Truncation error of multipole expansions and well-separatedness

In fast multipole constructions of the Coulomb matrix, space is divided into cubic boxes of side d. Two boxes with at least ws boxes between them along some axis are called well separated. Their interaction is computed from multipole moments up to order L. The error is defined throughout as Δ_L = exact value − truncated value, and N = L + 1 is the first omitted order.

The general bound

Let charges q_i lie within a distance a of the origin, with A = Σ|q_i|. At a point r with r > a,

1/|r − s_i| = Σ_n s_i^n P_n(cos γ_i)/r^(n+1),

where γ_i is the angle between s_i and r. Since |P_n| ≤ 1 and s_i ≤ a, the omitted part of the potential is bounded by a geometric series:

|ΔΦ_L| ≤ [A/(4πε₀)] Σ_{n>L} a^n/r^(n+1) = [A/(4πε₀)] (a/r)^(L+1)/(r − a).

Equality holds for charges of one sign at s = a on the ray towards the field point.

Now take two boxes with centres separated by the vector R, a charge q at s from the first centre and a charge q′ at t from the second. The charges are separated by R − u with u = s − t, and with K = qq′/(4πε₀)

E = K/|R − u| = (K/R) Σ_n ρ^n P_n(cos γ), ρ = u/R,

where γ is the angle between u and R. The term u^n P_n(cos γ) is a homogeneous polynomial of degree n in the components of s − t. It therefore consists of products of order l in s and order l′ in t with l + l′ = n. Truncation in total order, l + l′ ≤ L, is thus exactly the truncation of this one series at n = L, and

|Δ_L| ≤ (|K|/R) ρ^(L+1)/(1 − ρ).

(Separate limits l ≤ L and l′ ≤ L keep more terms and are not treated here.) For many charges, |qq′| is replaced by AA′ and ρ by its largest value. Each component of u lies between −d and d, and R ≥ (ws + 1)d. For charges that fill the cubes, u ≤ √3 d and ρ ≤ √3/(ws + 1). An error below ε|K|/R is guaranteed by

L + 1 ≥ ln[1/(ε(1 − ρ))]/ln(1/ρ),

whose leading part for cubes is L ≈ ln(1/ε)/ln[(ws + 1)/√3].

A planar sheet

Let a flat boron nitride monolayer lie parallel to a box face. All occupied boxes belong to one layer, so s and t have the same normal component, which cancels in u even when the sheet misses the box centres. The longest u is the in-plane diagonal √2 d, and the worst ratio falls to √2/(ws + 1). The product of two Gaussian primitives is centred on the line between their atoms, hence in the plane. Orientation matters: a sheet through the box centres that contains an edge direction and a face diagonal also contains the body diagonal, and √3 returns.

The model: one two-electron integral

The smallest model is an (ss|ss) integral between two spherical Gaussian charge clouds with exponents p and p′. Solid harmonics are harmonic functions, so their average over a sphere equals their value at its centre. A spherical cloud therefore has the multipole moments of a point charge at its centre. For centres a distance D apart the exact integral is

E = K erf(√α D)/D, α = pp′/(p + p′).

The multipole series converges to K/D. The difference −K erfc(√α D)/D is the penetration term, estimated below.

Take ws = 1, put the first cloud at the corner s = (d/2, d/2) and the second at t = (−d/2, −d/2), so that u = (d, d). This corner placement is the model's choice, not an atomic position of the hexagonal lattice. The energy unit is E₀ = K/(2d).

Case I, second box on the diagonal: R = (2d, 2d), γ = 0, ρ = 1/2, D = √2 d. All P_n equal 1 and the bound is an equality:

Δ_L = √2 · 2^(−N) E₀.

Case II, second box on the axis: R = (2d, 0), γ = π/4, ρ = 1/√2, and again D = √2 d, so K/D = √2 E₀. The terms τ_n = ρ^n P_n(cos γ) have the generating function (1 − x + x²/2)^(−1/2). The Legendre recurrence gives

τ_{n+1} = [(2n + 1)τ_n − nτ_{n−1}]/[2(n + 1)],

so τ₀ to τ₃ are 1, 1/2, 1/8, −1/16, their sum is 25/16, and Δ₃ = (√2 − 25/16)E₀.

A closed form for any L follows from Laplace's integral P_n(cos γ) = (1/π)∫₀^π w^n dφ with w = cos γ + i sin γ cos φ. Summing the geometric tail under the integral gives

Δ_L = (K/R)(1/π)∫₀^π (ρw)^N/(1 − ρw) dφ.

Here |w|² = 1 − sin²γ sin²φ, so for large N and 0 < γ < π only the end points contribute. Near φ = 0, w ≈ e^(iγ)(1 − κφ²/2) with κ = sin γ e^(i(π/2 − γ)), and ∫₀^∞ exp(−Nκφ²/2) dφ = [π/(2Nκ)]^(1/2). The other end point gives the complex conjugate, so

Δ_L ≈ (K/R) [2/(πN sin γ)]^(1/2) ρ^N Re{e^(i[(N + 1/2)γ − π/4])/(1 − ρe^(iγ))}.

In case II, 1 − ρe^(iγ) = (1 − i)/2 = e^(−iπ/4)/√2, and

Δ_L ≈ √2 [2√2/(πN)]^(1/2) 2^(−N/2) cos[(2N + 1)π/8] E₀.

The cosine has magnitude 0.924 or 0.383 and never vanishes. The ratio 1/√2 is therefore the true geometric rate of this configuration, although the bound is not reached.

Errors in units of E₀ for ws = 1:

L | case I, exact | case II, exact | case II, asymptotic | planar bound | cubic bound
3 | 0.0884 | −0.148 | −0.155 | 0.854 | 4.20
7 | 5.52×10⁻³ | 0.0270 | 0.0274 | 0.213 | 2.36
15 | 2.16×10⁻⁵ | 1.21×10⁻³ | 1.21×10⁻³ | 0.0133 | 0.747
23 | 8.43×10⁻⁸ | 6.17×10⁻⁵ | 6.18×10⁻⁵ | 8.34×10⁻⁴ | 0.236

Comparison with the general statement

The two cases have the same charges at the same distance, yet converge at different rates: the error depends on the expansion centres through ρ = u/R. The prefactor 1/(1 − ρ) of the bound requires u parallel to R. The largest ratio requires the longest u (diagonal) and the shortest R (axial), which are not parallel. No configuration meets both conditions. From L = 15 to L = 23 the planar bound falls by 16 and the exact error of case II by 19.6; the extra factor is (24/16)^(1/2), from N^(−1/2). At L = 23 the planar bound exceeds that error by a factor 13.5. Case II fixes the worst rate. It need not be the largest error at each low order.

Orders for ε = 10⁻⁶:

geometry, ws | ρ | ln(1/ε)/ln(1/ρ) | L guaranteed by the bound
cubic, 1 | 0.866 | 96.0 | 110
planar, 1 | 0.707 | 39.9 | 43
cubic, 2 | 0.577 | 25.2 | 26
planar, 2 | 0.471 | 18.4 | 19

The logarithmic estimate omits 1/(1 − ρ), which for cubes at ws = 1 equals 7.46 and is worth 14.0 orders in the full condition. In case II, Δ₃₄ = −1.1×10⁻⁶ E₀ and Δ₃₅ = −7.9×10⁻⁷ E₀, and the error stays below the tolerance from L = 35 on. The planar estimate of 39.9 lies between this order and the guaranteed 43, while the cubic estimate is more than twice too large for the sheet. Raising ws from 1 to 2 lowers the guaranteed planar order to 19, but the (2ws + 1)² near-field boxes treated with explicit integrals grow from 9 to 25.

Numbers for the sheet

With the typical lattice constant a_BN = 0.250 nm, choose d = 2a_BN = 0.500 nm. The cell area (√3/2)a_BN² = 0.0541 nm² holds two atoms and 12 electrons, so a box holds on average 9.2 atoms and 55.4 electrons. Let q = q′ = −e, the largest magnitude that a product of normalised s functions can carry. Then E₀ = 2.307×10⁻¹⁹ J, K/D = 3.263×10⁻¹⁹ J, and the model's case II error at L = 15 is 2.78×10⁻²² J. If the second cloud is replaced by the electron density of a box, built from such clouds, A′ is on average at least 55.4 e. Holding the bound at the same absolute tolerance then costs at least ln 55.4/ln √2 = 11.6 further orders. This is pessimistic, because the density is spread over the box and not gathered at one corner.

For the penetration term, assume a diffuse valence exponent ζ = 36 nm⁻² (0.10 a₀⁻², with a₀ the Bohr radius). Then p = p′ = 2ζ, α = ζ and √α D = 4.24, and the term has magnitude √2 erfc(√α D) E₀ = 2.79×10⁻⁹ E₀. It is negligible at ε = 10⁻⁶. It rivals the truncation error near L = 51, where the asymptotic formula without its cosine gives 2.77×10⁻⁹ E₀. Halving d leaves every ρ unchanged but raises the term to 3.82×10⁻³ E₀ (with E₀ of the smaller box), above the truncation error at L = 15, and no increase of L removes it. Well-separatedness of Gaussian distributions is thus two conditions: a scale-free one on ρ and an absolute one on √α D.

Products that contain p or d functions are sums of derivatives of spherical Gaussians with respect to their centres. Each derivative multiplies the bound on the term of degree n by a factor of order n/u and leaves ρ unchanged. A corrugation of total height h replaces √2 d by (2d² + h²)^(1/2).